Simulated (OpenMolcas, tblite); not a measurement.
**GaNH2F2 (SMILES [NH2][Ga]([F])[F]): the vertical energy of the triplet above the singlet, rung by rung**

GaNH2F2: 6 atoms, total charge 0, spin state singlet. As SMILES, `[NH2][Ga]([F])[F]`. Geometry: relaxed at PBE0-D4/def2-TZVP.

Quantity: the vertical energy of the triplet above the singlet, in eV. The values are calculated.

```json
{"level": "IPEA1-xTB", "kind": "semi-empirical", "program": "tblite", "value (eV)": "4.88", "less CCSD(T)/cc-pVDZ": "-0.67", "CPU time (all runs)": "under 2 s"}
{"level": "HF/cc-pVDZ", "kind": "Hartree–Fock", "program": "OpenMolcas", "value (eV)": "4.87", "less CCSD(T)/cc-pVDZ": "-0.68", "CPU time (all runs)": "19 s"}
{"level": "SVWN5/cc-pVDZ", "kind": "LDA", "program": "OpenMolcas", "value (eV)": "5.11", "less CCSD(T)/cc-pVDZ": "-0.44", "CPU time (all runs)": "70 s"}
{"level": "PBE/cc-pVDZ", "kind": "GGA", "program": "OpenMolcas", "value (eV)": "5.00", "less CCSD(T)/cc-pVDZ": "-0.55", "CPU time (all runs)": "1.7 min"}
{"level": "r2SCAN/cc-pVDZ", "kind": "meta-GGA", "program": "OpenMolcas", "value (eV)": "5.12", "less CCSD(T)/cc-pVDZ": "-0.43", "CPU time (all runs)": "2.2 min"}
{"level": "B3LYP/cc-pVDZ", "kind": "global hybrid", "program": "OpenMolcas", "value (eV)": "5.15", "less CCSD(T)/cc-pVDZ": "-0.40", "CPU time (all runs)": "94 s"}
{"level": "CCSD(T)/cc-pVDZ, open shells restricted", "kind": "coupled cluster or CI", "program": "OpenMolcas", "value (eV)": "5.55", "less CCSD(T)/cc-pVDZ": "0.00", "CPU time (all runs)": "3.3 min"}
```

Differences are taken from CCSD(T)/cc-pVDZ, open shells restricted for orientation; it has basis-set and higher-order errors of its own. All-electron rows without a relativistic Hamiltonian named are non-relativistic. The values span 4.87 to 5.55 eV. A triplet this far above the singlet is often a Rydberg-like or dissociative state; sets without diffuse functions put Rydberg states too high. In the correlated wave-function rows the outer d shell of Ga is correlated, in sets not made for it. Times are those of the runs behind each value, whatever else they computed, on shared processors of several kinds: orders of magnitude only.

Every level puts the singlet below the triplet at this geometry, and every approximate method gives a smaller gap than CCSD(T). Hartree–Fock, at 4.87 eV, falls furthest short. The usual reason is that the singlet has one more opposite-spin electron pair, whose correlation energy is missing, while exchange between like spins already favours the triplet. The density functionals recover part of this difference, but not steadily up the ladder: PBE lies below SVWN5. B3LYP lies above both PBE and Hartree–Fock, so the gap doesn't simply interpolate with the share of exact exchange. The closeness of IPEA1-xTB to Hartree–Fock is probably fortuitous.

The excitation probably starts from the nitrogen lone pair, since the fluorine lone pairs are more tightly bound, and ends in an empty orbital with gallium 4s/4p and σ* character. That would give it some ligand-to-metal charge transfer, though the energies alone can't confirm the assignment. Nor does a vertical gap show whether the triplet, once relaxed, keeps its Ga–N bond.
